## Filling a spherical parabolic dot: charging, shells and spin

### Scales

The well has a bare level spacing $\omega = 0.242$ hartree\* (starred units are effective atomic units). As the electron number $N$ runs from 1 to 40 in exchange-only LDA, the chemical potential $\mu(N) = E(N)-E(N-1)$ climbs from about 0.4 to 7 hartree\*, the addition energy $A(N) = \mu(N+1)-\mu(N)$ lies between 0.1 and 0.4 hartree\*, and the rms radius grows from 2.5 to 7 bohr\*. In a closed shell the highest level is labelled "up", but both spins are then degenerate.

Spherical dot in a parabolic well ω²r²/2 with ω = 0.242 hartree* (effective atomic units) and no central charge, in spin-polarised exchange-only LDA (radks with Libxc). Shells are spherically averaged and filled by a greedy search that can miss a lower state; levels are numbered from 1 for each l. Chemical potential is E(N)-E(N-1), addition energy E(N+1)+E(N-1)-2E(N).

```csv
electrons,chemical potential (hartree*),unpaired electrons,rms radius (bohr*),highest eigenvalue (hartree*),highest level,addition energy (hartree*)
1,0.3911,1,2.538,0.5284,1s up,n/a
2,0.7517,0,2.846,0.8627,1s up,0.3966
3,1.148,1,3.246,1.252,1p up,0.2076
4,1.356,2,3.503,1.460,1p up,0.2058
5,1.562,3,3.706,1.663,1p up,0.2720
6,1.834,2,3.895,1.920,1p down,0.1755
7,2.009,1,4.058,2.098,1p down,0.1773
8,2.186,0,4.205,2.275,1p up,0.2993
9,2.486,1,4.373,2.566,1d up,0.1607
10,2.646,2,4.521,2.726,1d up,0.1590
11,2.805,3,4.656,2.884,1d up,0.1569
12,2.962,4,4.780,3.040,1d up,0.1546
13,3.117,5,4.895,3.194,1d up,0.2026
14,3.320,6,5.008,3.394,2s up,0.1522
15,3.472,3,5.113,3.538,1d down,0.1375
16,3.609,2,5.213,3.680,1d down,0.1412
17,3.750,1,5.308,3.821,1d down,0.1399
18,3.890,0,5.399,3.960,1d up,0.1640
19,4.054,1,5.489,4.123,2s up,0.1652
20,4.220,0,5.576,4.286,2s up,0.1812
21,4.401,1,5.666,4.465,1f up,0.1290
22,4.530,2,5.752,4.594,1f up,0.1279
23,4.658,3,5.835,4.721,1f up,0.1269
24,4.785,4,5.915,4.848,1f up,0.1258
25,4.910,5,5.992,4.973,1f up,0.1247
26,5.035,6,6.066,5.097,1f up,0.1236
27,5.159,7,6.139,5.220,1f up,0.1641
28,5.323,6,6.210,5.382,1f down,0.1186
29,5.441,5,6.279,5.500,1f down,0.1180
30,5.559,4,6.347,5.618,1f down,0.1173
31,5.677,3,6.413,5.735,1f down,0.1166
32,5.793,2,6.477,5.851,1f down,0.1158
33,5.909,1,6.539,5.967,1f down,0.1150
34,6.024,0,6.601,6.081,1f up,0.1507
35,6.175,1,6.662,6.231,2p up,0.1136
36,6.288,2,6.722,6.345,2p up,0.1135
37,6.402,3,6.781,6.458,2p up,0.1399
38,6.542,2,6.839,6.597,2p down,0.1100
39,6.652,1,6.896,6.707,2p down,0.1099
40,6.762,0,6.952,6.817,2p up,0.1253
```

### 1. Why is $\mu(40)$ six times the bare level $4.5\,\omega = 1.089$?

The cause is Coulomb charging: in the $N=30$ calculation the Hartree energy is 13.8 times the kinetic energy. A classical estimate with nothing fitted follows. Inside a uniform charge of density $n$ the repulsive force on an electron is $\tfrac{4\pi}{3}nr$, which cancels the restoring force $\omega^2 r$ if $n = 3\omega^2/4\pi$. The sphere then has $R^3 = N/\omega^2$. The well energy is $N\cdot\tfrac12\omega^2\cdot\tfrac35R^2 = 0.3N^2/R$ and the Hartree energy is $0.6N^2/R$, so

$$E = 0.9\,N^2/R = 0.9\,N^{5/3}\omega^{2/3},\qquad A \approx \frac{d^2E}{dN^2} = \frac1R .$$

For $N=30$, $R = (30/0.242^2)^{1/3} = 8.00$ bohr\*, $E = 0.9\times900/8.00 \approx 101$ hartree\* and $A \approx 0.125$. The slope at the midpoint gives $\mu(30) \approx 1.5\,(29.5\times0.242)^{2/3} = 5.56$, against 5.559 in the table.

Relative to the table, the classical $\mu$ is within 0.9% for $N\ge20$ but is 10.6% low at $N=1$ and 6.7% low at $N=3$. The agreement at $N=30$ owes much to cancellation: kinetic (4.79) and exchange ($-4.95$) energies, both absent from the model, sum to $-0.16$, and the classical Hartree and well energies err in opposite directions. That breakdown is for this row only.

### 2. How does the radius scale with $N$?

Without repulsion, filling to oscillator shell $k$ takes $N \sim k^3$ electrons with $r^2 \sim k$, so $r \sim N^{1/6}$; the classical sphere gives $r_{\rm rms} = \sqrt{3/5}\,R \sim N^{1/3}$. The logarithmic slope between end rows is 0.282 for $N=2$ to 8, 0.303 for 10 to 20 and 0.318 for 20 to 40, so repulsion sets the size. The classical radius is too small, by 11.7% of the table value at $N=2$ and 1.9% at $N=40$. Kinetic energy smears the sharp edge outward in a layer that matters less as the sphere grows, and exchange pulls part of it back. By the virial relation, twice the well energy equals twice the kinetic energy plus the Hartree and exchange energies, and at $N=30$ exchange ($-4.95$) cancels about half of the kinetic term ($2\times4.79$).

### 3. Which closures show in $A$, and why 34, which the bare oscillator lacks?

In 26 rows both additions enter the same shell with the same spin. These define a background at 0.77 to 0.97 of the classical $A$, and linear interpolation between them gives the excess at the other rows. Averaged over $N=21$ to 40, peaks included, $A$ is 0.1243 against the classical 0.1253.

Closed shells give excesses of 0.19 ($N=2$, against $N=3$ alone), 0.130 (8), 0.050 (20) and 0.036 (34). At 18 there is only a shoulder, since $A$ keeps rising through 19 and 20. At 40 the step of 0.015 is measured against $N=39$ alone and the table cannot show the fall beyond it, though a small peak is expected because the next electron starts a new shell.

The bare oscillator closes at 2, 8, 20 and 40, with 1d/2s and 1f/2p degenerate. The argument of question 1 explains the change: the Hartree potential cancels the parabola inside $R$, leaving a nearly flat bottom with a wall, and a spherical box orders its levels 1s, 1p, 1d, 2s, 1f, 2p, 1g. The spin-up levels at $N=30$ show this order. Their 1s–1p, 1p–1d and 1d–1f spacings are only 0.24 to 0.34 of $\omega$, and 2p lies above 1f by 0.050 (up) and 0.039 (down), the size of the excess at 34. If 1g fills undisturbed next, the same reasoning puts a closure at 58.

### 4. Why are there peaks at 5, 13, 27 and 37?

The spin column shows half-filled, fully aligned shells there, with 3, 5, 7 and 3 unpaired electrons, which is Hund's rule. Exchange lowers the majority-spin level, and at 5, 27 and 37 the next electron must enter the higher minority level. The half-filled 2s at $N=19$ is raised in the same way. As a check on size, the 1f down–up splitting at $N=30$ is 0.0218 for four unpaired electrons, or 0.0054 each, and the excess at 27 is 0.0061 per unpaired electron. The quantities and rows differ, so this supports the cause without proving it, and the figure per electron is no constant across shells (0.027 at $N=5$).

$N=13$ differs: electron 14 keeps its spin up and goes to 2s, so that excess is the step from 1d up to 2s up. It is still a half-shell peak, slightly clipped, because the 1d-down entry lies only a little higher (question 7). The half-shell excess at 27 (0.043) beats the closure at 34. Exchange without correlation generally favours spin alignment too much, and correlation shrinks the spin splitting while leaving a shell gap nearly unchanged, so this order may be due to the exchange-only functional. No run with correlation is available to show whether it reverses.

### 5. Why does the highest eigenvalue exceed $\mu$ in every row?

By Janak's theorem the eigenvalue $\varepsilon(N)$ is the slope of the energy with respect to occupation at $N$, while $\mu(N)$ is the mean slope from $N-1$ to $N$. If $\varepsilon$ rises by about $A$ per electron within a spin shell, then $\varepsilon-\mu \approx A/2$. At $N=30$, $5.618-5.559 = 0.059$ and $0.1173/2 = 0.059$; over the 26 within-shell rows the ratio $(\varepsilon-\mu)/A$ is 0.49 to 0.51. The relation is built into the method and tests no physics.

In exact theory the energy is linear between integers and $\varepsilon = \mu$. The LDA curvature is self-interaction, plainly so at $N=1$, where the exact energy is $1.5\,\omega = 0.363$: $\mu$ is 0.028 too high and the eigenvalue 0.165 too high. Removal energies should be read from $\mu$.

### 6. What would a stiffer well or a central charge change?

Both answers are argued, since every row shares the same settings. Doubling $\omega$ multiplies the classical energies by $2^{2/3} = 1.59$ and the radius by 0.63, while the bare spacing doubles. The bare spacing thus gains on charging as $\omega^{1/3}$. The levels of the filled dot are closer to those of a box, spaced as $1/R^2$, and gain on the charging $1/R$ faster, roughly as $\omega^{2/3}$. Either way the oscillator closures 2, 8 and 20 should stand out more in a stiffer well and fade in a softer one. The closure at 34 should gain more slowly, since the 2p–1f gap exists only through repulsion. The Hund peaks, Coulomb effects like the charging itself, should keep roughly their relative size. An attractive central charge acts most on s orbitals, the only ones with density at the origin. It would pull 2s towards 1d, only 0.028 below it for spin up at $N=30$, and weaken the shoulder at 18.

### 7. Which digits hold, and what happens from 13 to 16?

Values of $\mu$ above 1 are rounded to 0.0005, and their differences reproduce $A$ within 0.0008. Steps of 0.0001 in $A$, as at 35/36 and 38/39, are one unit of the last digit and get no cause. The method matters far more than rounding, as the 0.028 at $N=1$ shows. The smooth run within open shells partly reflects spherical averaging, which excludes deformation and multiplets.

The rows 13 to 16 mix configurations. Spin and level imply 1d$^5$2s$^1$ at $N=14$ but 1d$^7$ with 2s empty at $N=15$, so the dip at 15 and the local maximum at 16 are not shell effects. Continuing the 1d-down trend backwards gives $A(15) \approx 2\times0.1412-0.1399 = 0.1425$, which is 0.005 above the table. Since $A(15) = E(16)+E(14)-2E(15)$, this suggests roughly that 1d$^5$2s$^1$ lies 0.005 below 1d$^6$. With so small a margin a greedy search can miss a lower state, and lowering $E(15)$ by $d$ would shift $A(14)$, $A(15)$ and $A(16)$ by $-d$, $+2d$ and $-d$. Whether 1d$^6$2s$^1$ was missed at $N=15$ cannot be settled from the table. The 2s-up entry lies 0.005 below 1d down for electron 14 but about 0.027 above the 1d-down trend for electron 19, and an even drift of about 0.006 per electron would put 1d$^7$ lower at 15 by only about 0.001, too little for so rough an estimate to decide. The 2s occupation at 14 rests on the large exchange-only spin splitting, and correlation might remove it, which was not tested.
